# Appendix. Worked problem: parabolic Kirkendall shift in an incremental bcc Ti–Nb couple

## Statement

Two slabs of bcc Ti–Nb solid solution, each 3.0 mm thick, are bonded with inert marker particles in the contact plane and annealed at $T=1473$ K, where Ti and Nb are miscible in the bcc phase at all compositions. $N$ is the mole fraction of Nb and $1-N$ that of Ti. The axis $x$ is normal to the contact plane, is fixed to the far ends of the couple, has its origin at the original contact plane and points to the Nb-rich side.

The data below are constructed for the exercise. The diffusivities are of an order typical of such alloys at this temperature, and none of the numbers, nor the coefficients derived from them, is a measurement on Ti–Nb.

| Quantity | Value |
|---|---|
| End compositions $N^-$ ($x<0$), $N^+$ ($x>0$) | 0.300, 0.400 |
| Annealing time $t$ | 400 h $=1.44\times10^{6}$ s |
| Marker position $x_K$ | $(-7.0\pm1.0)\ \mu$m |
| Composition at the markers $N_K$ | 0.344 |
| Slope at the markers $G_K=(\partial N/\partial x)_K$ | 159 m$^{-1}$ |
| Interdiffusion coefficient at the markers $\tilde D_K$ | $2.12\times10^{-14}$ m$^2$ s$^{-1}$ |
| Model law $\tilde D=D_0\exp[\beta(N-0.350)]$ | $D_0=2.0\times10^{-14}$ m$^2$ s$^{-1}$, $\beta=-10$ |
| Molar volume $V_m$, approximate | $1.08\times10^{-5}$ m$^3$ mol$^{-1}$ |
| Partial molar volumes, approximate | $V_{\rm Nb}/V_{\rm Ti}=1+\delta$, $\delta\approx0.02$ |
| Linear expansion of pure Nb at 293 K, compiled value (Kaye and Laby Online, NPL) | $7.3\times10^{-6}$ K$^{-1}$ |

$N_K$, $G_K$ and $\tilde D_K$ were generated from the model law and the chosen $x_K$. Take the molar volume as constant except in part (e).

(a) Show that the markers stay at one composition and that $v=x_K/2t$. Find $v$ at 400 h, and $x_K$ and $v$ at 100 h.

(b) Find the intrinsic coefficients $D_{\rm Ti}$ and $D_{\rm Nb}$ at the marker plane, their uncertainty from $x_K$, and the lattice-frame fluxes.

(c) Derive the shift for constant $\tilde D$ and use it to obtain the coefficients without the local slope.

(d) Estimate what the composition dependence of $\tilde D$ does to the result of (c).

(e) Estimate the effects of unequal partial molar volumes and of reading lengths at 293 K.

## Solution

### (a) Marker velocity and the parabolic law

Inert markers move with the lattice planes. Relative to them each species obeys $J_i=-D_i\,\partial C_i/\partial x$, which defines the intrinsic coefficients $D_i$. With $C_i=N_i/V_m$ and $\partial N_{\rm Ti}/\partial x=-G$,

$$J_{\rm Ti}=+\frac{D_{\rm Ti}G}{V_m},\qquad J_{\rm Nb}=-\frac{D_{\rm Nb}G}{V_m}.$$

In the frame of the far ends the fluxes are $J_i+C_iv$. At constant $V_m$, with vacancies in local equilibrium, no pores and a constant cross-section, their sum has zero divergence and vanishes at the ends, so it vanishes everywhere. Then $v=-V_m(J_{\rm Ti}+J_{\rm Nb})$, and inserting this into $J_{\rm Nb}+C_{\rm Nb}v\equiv-\tilde DG/V_m$ gives Darken's two relations (1948):

$$v=(D_{\rm Nb}-D_{\rm Ti})\,G,\tag{1}$$

$$\tilde D=(1-N)\,D_{\rm Nb}+N\,D_{\rm Ti}.\tag{2}$$

The couple counts as infinite. The model law gives $3.30\times10^{-14}$ m$^2$ s$^{-1}$ at the fast end ($N=0.300$), where $2\sqrt{\tilde Dt}=0.436$ mm, and each slab is 6.9 times as thick. A step initial condition in an infinite medium contains no length, so if the coefficients depend on $N$ alone the profile depends only on $\lambda=x/\sqrt t$. Then $G=t^{-1/2}\,dN/d\lambda$, and (1) takes the form $v=t^{-1/2}V(\lambda)$. A marker obeys $dx/dt=v$, or

$$\frac{d\lambda}{d\ln t}=V(\lambda)-\frac{\lambda}{2}.\tag{3}$$

A marker that starts at $x=0$ has $|x|\le2\sqrt t\,\max|V|$, so its $\lambda$ stays bounded as $\ln t\to-\infty$. If the right side of (3) decreases monotonically in $\lambda$, it has one zero $\lambda_K$, and every other trajectory runs away from $\lambda_K$ without bound when followed backwards in time. The marker therefore sits at $\lambda_K=2V(\lambda_K)$ from the start. Fixed $\lambda$ means fixed composition, $x_K=\lambda_K\sqrt t$, and

$$x_K=2t\,v(x_K,t),\qquad v=\frac{x_K}{2t}.\tag{4}$$

The monotonicity is verified at the end of (b). At 400 h,

$$v=\frac{-7.0\times10^{-6}\ \text{m}}{2\,(1.44\times10^{6}\ \text{s})}=-2.43\times10^{-12}\ \text{m s}^{-1}.$$

This is half the mean velocity $x_K/t$, because the marker moved faster earlier. At 100 h ($3.60\times10^{5}$ s) the shift is half as large, $-3.5\ \mu$m, and the velocity twice as large, $-4.86\times10^{-12}$ m s$^{-1}$.

### (b) Intrinsic coefficients from local data

Write $\Delta=D_{\rm Nb}-D_{\rm Ti}$ at the marker plane. Equations (1) and (4) give

$$\Delta=\frac{x_K}{2tG_K}=\frac{-7.0\times10^{-6}\ \text{m}}{2\,(1.44\times10^{6}\ \text{s})(159\ \text{m}^{-1})}=-1.529\times10^{-14}\ \text{m}^2\,\text{s}^{-1}.$$

The slope is positive and the shift negative, so Ti is the faster species and the markers move towards the Ti-rich slab. Solving the definition of $\Delta$ together with (2),

$$D_{\rm Ti}=\tilde D_K-(1-N_K)\Delta,\qquad D_{\rm Nb}=\tilde D_K+N_K\Delta,\tag{5}$$

$$D_{\rm Ti}=(2.12+0.656\times1.529)\times10^{-14}=(2.12+1.003)\times10^{-14}=3.12\times10^{-14}\ \text{m}^2\,\text{s}^{-1},$$

$$D_{\rm Nb}=(2.12-0.344\times1.529)\times10^{-14}=(2.12-0.526)\times10^{-14}=1.59\times10^{-14}\ \text{m}^2\,\text{s}^{-1},$$

with $D_{\rm Ti}/D_{\rm Nb}=1.96$. Nothing was assumed about the shape of the profile. The price is that the values hold at $N_K$ only.

The 1.0 $\mu$m uncertainty of $x_K$ is 14 %. It gives $\pm0.22$ in $\Delta$, $\pm0.14$ in $D_{\rm Ti}$ and $\pm0.08$ in $D_{\rm Nb}$, in units of $10^{-14}$ m$^2$ s$^{-1}$, and the last two are anticorrelated. The ratio runs from 1.78 at $x_K=-6.0\ \mu$m to 2.15 at $-8.0\ \mu$m. Reducing the same 1.0 $\mu$m to 5 % needs a shift of 20 $\mu$m and, by the parabolic law, $t=(20/7.0)^2\times1.44\times10^{6}$ s $=1.2\times10^{7}$ s. Shift and diffusion zone both grow as $\sqrt t$, so a longer anneal does not help if the origin has to be located from the profile to a fixed fraction of its width.

When $\tilde D_K$ comes from the same profile, $G_K$ and $\tilde D_K$ are not independent. Integrating the diffusion equation in $\lambda$, $-\tfrac12\lambda\,dN=d(\tilde D\,dN/d\lambda)$, gives the Boltzmann–Matano relation

$$A(x)\equiv-\int_{N^-}^{N(x)}x'\,dN=2t\tilde DG .\tag{6}$$

Hence $\rho\equiv\Delta/\tilde D_K=x_K/A_K$, and the ratio $D_{\rm Ti}/D_{\rm Nb}=[1-(1-N_K)\rho]/[1+N_K\rho]$ needs neither the slope nor the time. Here $A_K=2\,(1.44\times10^{6}\ \text{s})(2.12\times10^{-14}\ \text{m}^2\text{s}^{-1})(159\ \text{m}^{-1})=9.71\ \mu$m and $\rho=-0.721$. Positive intrinsic coefficients require $-1/N_K<\rho<1/(1-N_K)$, that is $-2.9<\rho<1.5$, so immobile Nb would give the largest possible shift to the Ti-rich side, $A_K/N_K=28\ \mu$m.

The lattice-frame fluxes at 400 h are

$$J_{\rm Ti}=\frac{(3.123\times10^{-14}\ \text{m}^2\text{s}^{-1})(159\ \text{m}^{-1})}{1.08\times10^{-5}\ \text{m}^3\text{mol}^{-1}}=+4.60\times10^{-7}\ \text{mol m}^{-2}\text{s}^{-1},$$

and likewise $J_{\rm Nb}=-2.35\times10^{-7}$ mol m$^{-2}$ s$^{-1}$; both share the approximate $V_m$. The vacancy flux balances them, $J_V=-(J_{\rm Ti}+J_{\rm Nb})=v/V_m=-2.25\times10^{-7}$ mol m$^{-2}$ s$^{-1}$. Over the anneal a net $|x_K|/V_m=0.65$ mol m$^{-2}$ of vacancies crosses the marker plane into the Ti-rich side, where lattice sites are removed.

**Uniqueness.** The right side of (3) decreases if $s(x)\equiv\partial(2tv)/\partial x<1$ everywhere. Since $2tv=\rho A$ at any $x$ and $dA/dx=-xG$,

$$s=-\rho\,xG+AG\,\frac{d\rho}{dN}.$$

For an error-function profile the maximum of $|xG|$ is $\Delta N/\sqrt{2\pi e}=0.024$, with $\Delta N=N^+-N^-=0.100$, so the first term stays near or below 0.017 in magnitude for $|\rho|\approx0.72$. The product $AG$ is $1.5\times10^{-3}$ at the markers and not much larger anywhere, so $s=1$ would need $d\rho/dN$ of several hundred, while $\rho$ itself is confined to a range of a few units. For smooth coefficients the marker plane is unique. A particle displaced from it by $\delta x$ follows $\delta x\propto t^{s/2}$; the first term of $s$ is $-8.0\times10^{-4}$ at $x_K$, so the row of markers keeps practically its initial width.

### (c) The shift for constant $\tilde D$

For $\tilde D=D$ the step relaxes to

$$N=\bar N+\frac{\Delta N}{2}\,\mathrm{erf}\,\eta,\qquad \eta=\frac{x}{2\sqrt{Dt}},\qquad G=\frac{\Delta N}{2\sqrt{\pi Dt}}\,e^{-\eta^2},$$

with $\bar N=0.350$. Inserting $G$ into $x_K=2t\Delta\,G$ gives

$$x_K=(D_{\rm Nb}-D_{\rm Ti})\,\Delta N\sqrt{\frac{t}{\pi D}}\;e^{-\eta_K^2},\qquad \eta_Ke^{\eta_K^2}=\frac{\rho\,\Delta N}{2\sqrt\pi}.\tag{7}$$

The second form contains no time, as the parabolic law requires. The explicit formula

$$x_K\simeq(D_{\rm Nb}-D_{\rm Ti})\,\Delta N\sqrt{\frac{t}{\pi D}}\tag{8}$$

drops the exponential, that is, it uses the slope at the origin in place of the slope at the marker, and needs $\eta_K^2\ll1$ in addition to a nearly constant $\tilde D$. With $D=\tilde D_K$, $2\sqrt{Dt}=349\ \mu$m, $\eta_K=-0.0200$ and $\eta_K^2=4.0\times10^{-4}$, a correction of 0.04 %. It matters only for wide couples: for $|\rho|\Delta N=2$ the root of (7) is $|\eta_K|=0.458$ and the factor is 0.81.

Numerically $\sqrt{t/\pi D}=4.650\times10^{9}$ s m$^{-1}$, so (8) gives

$$\Delta=\frac{-7.0\times10^{-6}\ \text{m}}{(0.100)(4.650\times10^{9}\ \text{s m}^{-1})}=-1.505\times10^{-14}\ \text{m}^2\,\text{s}^{-1},$$

and (5) yields $D_{\rm Ti}=3.11\times10^{-14}$ and $D_{\rm Nb}=1.60\times10^{-14}$ m$^2$ s$^{-1}$. The shortcut replaces $G_K=159$ m$^{-1}$ by $G_0=\Delta N/(2\sqrt{\pi\tilde D_Kt})=161.5$ m$^{-1}$, a ratio $G_K/G_0=0.985$, and so makes $|\Delta|$ 1.5 % too small. This is a small departure for a coefficient that changes by a factor $e^{|\beta|\Delta N}=2.7$ across the couple, and part (d) shows why.

### (d) Composition dependence of $\tilde D$

Some variation is unavoidable: constant but unequal $D_{\rm Ti}$ and $D_{\rm Nb}$ would, by (2), already change $\tilde D$ by the fraction $|\rho|\Delta N=0.072$. The model law covers the total variation. Put $u=2(N-\bar N)/\Delta N$, running from $-1$ to $1$, $\xi=x/L$ with $L=2\sqrt{D_0t}=339.4\ \mu$m, and $\tilde D=D_0e^{\varepsilon u}$ with $\varepsilon=\beta\Delta N/2=-0.50$. With primes for $d/d\xi$, the scaled flux $g=e^{\varepsilon u}u'$ obeys $g'=-2\xi u'$. Expand $u=u_0+\varepsilon u_1+\varepsilon^2u_2$, with $u_0=\mathrm{erf}\,\xi$, $u_0'=ae^{-\xi^2}$ and $a=2/\sqrt\pi$.

*First order.* The equation $u_1''+2\xi u_1'=-(u_0u_0')'$ with $u_1(\pm\infty)=0$ has the even solution

$$u_1=\tfrac12(1-u_0^2)-\frac{\xi e^{-\xi^2}u_0}{\sqrt\pi}-\frac{e^{-2\xi^2}}{\pi},\qquad u_1(0)=\frac12-\frac1\pi=0.1817 .$$

The first-order flux $g_1=u_1'+u_0u_0'$ is odd and its term linear in $\xi$ cancels, so it starts at $\xi^3$. The flux near the origin has no first-order correction, since the fast and slow sides compensate.

*Second order.* Here $g_2=u_2'+S$, with

$$S=(u_0u_1)'+\tfrac12u_0^2u_0'=ae^{-\xi^2}\Big[\tfrac12+\big(\xi^2-\tfrac32\big)u_0^2-\frac{e^{-2\xi^2}}{\pi}\Big].$$

Then $g_2'=-2\xi(g_2-S)$, so $g_2=e^{-\xi^2}\big[g_2(0)+\int_0^\xi2sS\,e^{s^2}ds\big]$. Because $u_2$ is odd and vanishes at infinity, $\int_0^\infty g_2\,d\xi=\int_0^\infty S\,d\xi=1/6$. Exchanging the order of integration,

$$\gamma\equiv\frac{g_2(0)}{a}=\frac16-\sqrt\pi\int_0^\infty sS\,e^{s^2}\mathrm{erfc}(s)\,ds=\frac{\sqrt3}{4\pi}-\frac1{12}=0.0545 .$$

*At the marker.* For small $\xi_K$, $g_K\simeq a(1+\gamma\varepsilon^2)e^{-\xi_K^2}$ and $u_K\simeq a\xi_K+\varepsilon u_1(0)$. The slope is $G_K=(\Delta N/2L)\,g_Ke^{-\varepsilon u_K}$, while $G_0=(\Delta N/2L)\,a\,e^{-\varepsilon u_K/2}$ because it is built on $\tilde D_K=D_0e^{\varepsilon u_K}$. Their ratio is

$$\frac{G_K}{G_0}\simeq1-\xi_K^2-\frac{\varepsilon\xi_K}{\sqrt\pi}+\Big(\frac{\sqrt3}{4\pi}+\frac1{2\pi}-\frac13\Big)\varepsilon^2,\tag{9}$$

where the bracket equals $-0.0363$. With $\xi_K=-7.0/339.4=-0.0206$, $u_K=-0.0233-0.0908=-0.114$, which gives $N_K=0.344$, $\tilde D_K=2.12\times10^{-14}$ m$^2$ s$^{-1}$ and, with $\gamma\varepsilon^2=0.0136$, $G_K=159$ m$^{-1}$. These are the entries of the data table, which were generated in this way; their recovery tests nothing about the alloy. The terms of (9) are $1-0.0004-0.0058-0.0091=0.985$. Terms of order $\varepsilon^4$ and $\varepsilon^2\xi_K$ were not computed, so no further figure is warranted. Most of the offset of $N_K$ from $\bar N$ comes from the asymmetry of the profile ($-0.0908$ in $u$) and only a small part from the marker shift ($-0.0233$).

A couple of pure Ti against pure Nb is a different matter. There $\tilde D$ spans several orders of magnitude; the model law, stretched to $\Delta N=1$, gives $\varepsilon=-5$, a span $e^{10}=2.2\times10^{4}$ and $\gamma\varepsilon^2=1.4$, larger than the leading term. The expansion fails. Since $x_K=\rho A_K$ and $A_K$ is proportional to $g_K$, formula (8) evaluated with $\tilde D$ at the mean composition is then too small in magnitude by a factor rather than by a few per cent, at given $\rho$. Equations (4)–(6) remain valid wherever the marker plane is unique.

### (e) Molar volumes and thermal expansion

For constant but unequal partial molar volumes the volume flux vanishes in the frame of the ends, $v=-(V_{\rm Ti}J_{\rm Ti}+V_{\rm Nb}J_{\rm Nb})$. With $V_{\rm Ti}C_{\rm Ti}+V_{\rm Nb}C_{\rm Nb}=1$, this gives (1) and (2) with $N$ replaced by the volume fraction of Nb,

$$\phi=V_{\rm Nb}C_{\rm Nb}=\frac{(1+\delta)N}{1+\delta N},\qquad\frac{d\phi}{dN}=\frac{1+\delta}{(1+\delta N)^2}.$$

At $N_K$ the derivative is 1.006, which lowers $|\Delta|$ from the local slope by 0.6 %. For constant $\tilde D$ it is $\phi$ that relaxes as an error function, so (7) and (8) hold with $\Delta N$ replaced by $\Delta\phi=\phi^+-\phi^-=0.1006=1.006\,\Delta N$, which lowers $|\Delta|$ from (8) by 0.6 % as well.

The location of the origin is more sensitive. The original contact plane satisfies $\int x\,d\phi=0$ over the whole couple. To first order in $\delta$, $d\phi\propto[1-2\delta(N-\bar N)]\,dN$, so a plane located from mole fractions lies at $x_M=\int x\,dN/\Delta N=(2\delta/\Delta N)\int x\,(N-\bar N)\,dN$. For the error-function profile $\int_{-\infty}^{\infty}\xi u_0u_0'\,d\xi=\sqrt{2/\pi}$, and

$$x_M=\frac{\delta\,\Delta N\,L}{\sqrt{2\pi}}=\frac{(0.02)(0.100)(339.4\ \mu\text{m})}{\sqrt{2\pi}}=+0.27\ \mu\text{m}.$$

A shift referred to that plane would be 4 % too large in magnitude. Both $x_M$ and $x_K$ scale as $\Delta N\,L$, so neither a narrower couple nor a longer anneal reduces this fraction.

Lengths read at 293 K are shorter than at 1473 K. The compiled coefficient of pure Nb sets the scale, $(7.3\times10^{-6}\ \text{K}^{-1})(1180\ \text{K})=0.86$ %; it belongs to the pure metal at 293 K, and the mean value for the alloy up to 1473 K is likely somewhat larger. All diffusivities scale as length squared and would rise by about 1.7 %, while $\rho$ and $D_{\rm Ti}/D_{\rm Nb}$ are unchanged.

| Source | Effect on $\lvert\Delta\rvert$ | Applies to |
|---|---|---|
| Uncertainty of $x_K$ | $\pm14$ % | both routes |
| Origin located from mole fractions | 4 % too large | both routes |
| Lengths read at 293 K | about 1.7 % too small | both routes |
| $d\phi/dN\neq1$ | 0.6 % too large | both routes |
| Variation of $\tilde D$ | 1.5 % too small | formula (8) |
| Dropped factor $e^{-\eta_K^2}$ | 0.04 % too small | formula (8) |

Pores on the Ti-rich side or a change of cross-section would take up part of the vacancy flux without moving the markers, and $|\Delta|$ would then be underestimated by an amount that has to be judged from the section itself. The $D_i$ are intrinsic coefficients. They contain the thermodynamic factor and the vacancy-wind correction, and the latter makes their ratio larger than the ratio of the tracer coefficients.

For the data given, $D_{\rm Ti}\approx3.1\times10^{-14}$ m$^2$ s$^{-1}$ and $D_{\rm Nb}\approx1.6\times10^{-14}$ m$^2$ s$^{-1}$ at $N=0.344$, with $D_{\rm Ti}/D_{\rm Nb}=2.0\pm0.2$, and the marker position limits the accuracy of both routes.